## Question

A small ring holds one silicon, one carbon and one nitrogen atom. Silicon carries a chlorine and a hydrogen atom, and a second hydrogen atom sits on carbon. That second atom moves to the neighbouring nitrogen. The ring stays closed, and carbon is left with only its two ring neighbours, so the product is a cyclic carbene.

The table follows this shift in Hartree-Fock theory. "Energy over the start" is the electronic energy relative to row 1, and "path length" measures the combined motion of all atoms. "Band force" is the largest force component left on an image, so a small value means that the path has settled.

Ansatz 0.2.0, restricted Hartree-Fock with the def2-SVP basis set, for a hydrogen shift from carbon to nitrogen in neutral singlet CH2ClNSi. The path is a climbing-image nudged elastic band with five images between relaxed ends (rows 1 and 7) and a force component limit of 0.05 eV/Å.

| row | energy over the start (eV) | path length (Å) | band force (eV/Å) |
| --- | --- | --- | --- |
| 1 | 0.000 | 0.000 | n/a |
| 2 | 0.360 | 0.404 | 0.012 |
| 3 | 2.056 | 0.809 | 0.033 |
| 4 | 3.807 | 1.213 | 0.035 |
| 5 | 2.672 | 1.593 | 0.017 |
| 6 | 1.431 | 1.972 | 0.008 |
| 7 | 1.117 | 2.352 | n/a |

A vibrational calculation shows that the highest row is a true saddle with one downhill direction. The geometries of the start, the top and the end give these distances in Å:

| Pair | Start | Top | End |
|---|---|---|---|
| C–H, bond broken | 1.09 | 1.23 | 2.08 |
| N–H, bond made | 2.13 | 1.20 | 1.01 |
| C–N, ring edge | 1.27 | 1.37 | 1.31 |

Three explanations are offered for the height of the hill:

- **A.** The product is high in energy, and the hill is the price of reaching it.
- **B.** The hydrogen atom comes off as a free atom and is then caught by nitrogen.
- **C.** The hydrogen atom stays bound to both neighbours, but this bridge is costly.

Decide between them as far as the numbers allow. Say also whether the top comes early or late, and what remains unproved.

## Model answer

**The price of the product.** The product lies 1.1 eV above the start, while the top lies at 3.8 eV. Explanation A therefore leaves most of the height unexplained. The way back makes this plainer: it runs downhill overall, and yet the molecule must first climb $3.807-1.117=2.690$ eV. A hill that stands in both directions belongs to the passage itself.

The position of the top offers a second test. If the cost of the product ruled the hill, the top would lie close to the product, as Hammond's rule says for a strongly uphill step. How late it should be here can be estimated by giving each molecule its own energy well and letting the two wells cross.

Let $x$ be the fraction of the path covered, $\Delta E$ the energy of the product over the start, and $\lambda$ a common stiffness of the wells. The two curves are

$$E_\text{start}=\lambda x^2,\qquad E_\text{end}=\Delta E+\lambda(1-x)^2 .$$

At the crossing point $x^*$ the barrier from the start is $E_f=\lambda x^{*2}$, and the barrier from the product is $E_b=\lambda(1-x^*)^2$. Taking the square root of their ratio removes $\lambda$:

$$x^*=\frac{\sqrt{E_f}}{\sqrt{E_f}+\sqrt{E_b}}=\frac{\sqrt{3.807}}{\sqrt{3.807}+\sqrt{2.690}}\approx 0.54 .$$

The calculated top lies at $1.213/2.352\approx 0.52$ of the path. Both barriers went into the estimate, but the position did not. The agreement is still only a mild test of the model, because a simple hill with two similar barriers tends to peak near the middle. The position does speak against explanation A: if the cost of the product made up the whole barrier, $E_b$ would vanish and the model would put the top at the product. The top is late, but only by a little; in the model this is so because the reaction energy is well below both barriers. Explanation A accounts for the slight tilt of the hill and for only a small part of its height.

**The free atom.** Explanation B is tempting because breaking a C–H bond costs roughly 4 eV, a rough textbook figure close to the calculated barrier. A free atom, however, would have to be far from both neighbours at the top. In fact the C–H distance there is only 0.14 Å longer than in the starting molecule, and the N–H distance is 0.19 Å longer than in the product. Nitrogen has taken hold before carbon lets go. For this path explanation B fails, and the agreement in energy is a coincidence.

**The bridge.** The geometry supports the first half of explanation C: at the top the hydrogen atom is held by carbon and nitrogen together. Why this should be costly must be argued from orbital theory. Two electron pairs are involved, the pair of the C–H bond and the lone pair of nitrogen. Carbon, nitrogen and the bridging hydrogen atom form a triangle, so four electrons must share three orbitals that all overlap.

The simplest such triangle consists of three hydrogen atoms. One of its orbitals binds all three atoms, and the other two are pushed up in energy. With two electrons, as in $\mathrm{H_3^+}$, only the binding orbital is filled and the triangle is stable. With four electrons, as in $\mathrm{H_3^-}$, one of the raised orbitals must be filled as well, and the triangle is no longer favourable.

The comparison is a guide and does not carry over the energies. In the ring, carbon and nitrogen are also joined by other bonds, and the bridging hydrogen atom stands about 0.6 Å out of the ring plane. It can therefore mix with the π electrons of the C–N bond, which the triangle of hydrogen atoms does not have. Counting only four electrons is therefore a simplification. It makes a high barrier plausible but does not yield 3.8 eV.

One detail of the geometry fits the argument. The C–N edge is longer at the top than at either end, as it should be if electrons occupy an orbital that weakens it. A weakened π bond would lengthen the same edge, however, and the distances do not separate the two causes. Explanation C is thus the best of the three, with its bridge seen in the calculation and its electronic cost still an argument.

## Remarks on the reasoning

**One bond is a poor clock.** A student who watches only C–H finds 14% of its total stretch completed at the top and calls the top early. Another, who watches only N–H, finds 83% of the approach completed and calls it late. Both have measured correctly. The hydrogen atom swings around the C–N edge instead of leaving carbon in a straight line, so it stays near carbon while it comes within reach of nitrogen. The difference between the two distances has covered 51% of its change at the top, in agreement with the position along the path.

**The model is better at position than at shape.** The crossing wells follow the energy closely at the foot of the hill on both sides. Higher up they fail: in row 3 they lie about 0.5 eV below the calculated 2.1 eV. They also meet in a sharp point, whereas the real top is rounded. A smooth hump set on a straight ramp, built from the same barrier and reaction energy, places the top at 52% of the path but is far too high near the start. Two quite different shapes thus agree that the top should lie just past the middle, and neither describes the whole climb. The printed output after this text compares both curves with every row.

**What carries over to a related shift.** Two questions should be kept apart. The first is how many electrons the bridge must hold. When hydrogen moves with its electron pair to a neighbour with an empty orbital, as in many carbocations, the bridge holds only two electrons, and such shifts are known to be easy. The second question is how far uphill the product lies. In the crossing-well model with unchanged stiffness, a small rise of the product raises the barrier by about half as much and moves the top slightly towards the product.

**How to use the barrier.** For a single uphill step, the reaction energy is only a lower limit to the barrier. Here it is 1.1 eV, and a rate guessed from it would be far too high. The value of 3.8 eV should not go straight into a rate estimate either. Hartree-Fock theory leaves out electron correlation and usually makes hydrogen shifts too hard, and zero-point motion, also left out, usually lowers such barriers.

**How far the verdict on the free atom reaches.** The calculation kept all electrons in pairs. This treatment makes a separated hydrogen atom too costly, because a bond that breaks evenly leaves one unpaired electron on each side. The distances settle what happens on the path in the table. They do not show that every other route, treated with unpaired electrons allowed, would lie higher.

The analysis program printed:

```
Barrier from the start (eV): 3.807
Product energy over the start (eV): 1.117
Barrier from the product back (eV): 2.69
Position of the top (percent of path): 51.57
Straight ramp to the product, height at the top (eV): 0.5761
Ramp as share of the barrier (percent): 15.13
Height left above the ramp (eV): 3.231
Top expected from crossing parabolas (percent of path): 54.33
Top expected from smooth hump on a ramp (percent of path): 51.74
Energies along the path (eV):
  row  path percent  computed  parabolas  parabolas miss   hump  hump miss
    1             0         0          0               0      0          0
    2         17.18      0.36     0.3805         0.02053  1.049     0.6895
    3          34.4     2.056      1.526         -0.5301  2.913     0.8566
    4         51.57     3.807       3.43         -0.3766  3.817   0.009644
    5         67.73     2.672       2.46         -0.2119  3.097     0.4252
    6         83.84     1.431      1.454         0.02266  1.704      0.273
    7           100     1.117      1.117               0  1.117          0
C-H distance at the top (angstrom): 1.229
N-H distance at the top (angstrom): 1.201
C-N distance at the top (angstrom): 1.37
C-N distance at the start (angstrom): 1.274
C-N distance at the end (angstrom): 1.312
C-H stretch done at the top (percent of its whole change): 14.08
N-H approach done at the top (percent of its whole change): 82.98
Change of C-H minus N-H distance done at the top (percent): 50.65
C-H excess over the bond at the start (angstrom): 0.1393
N-H excess over the bond at the end (angstrom): 0.1906
```
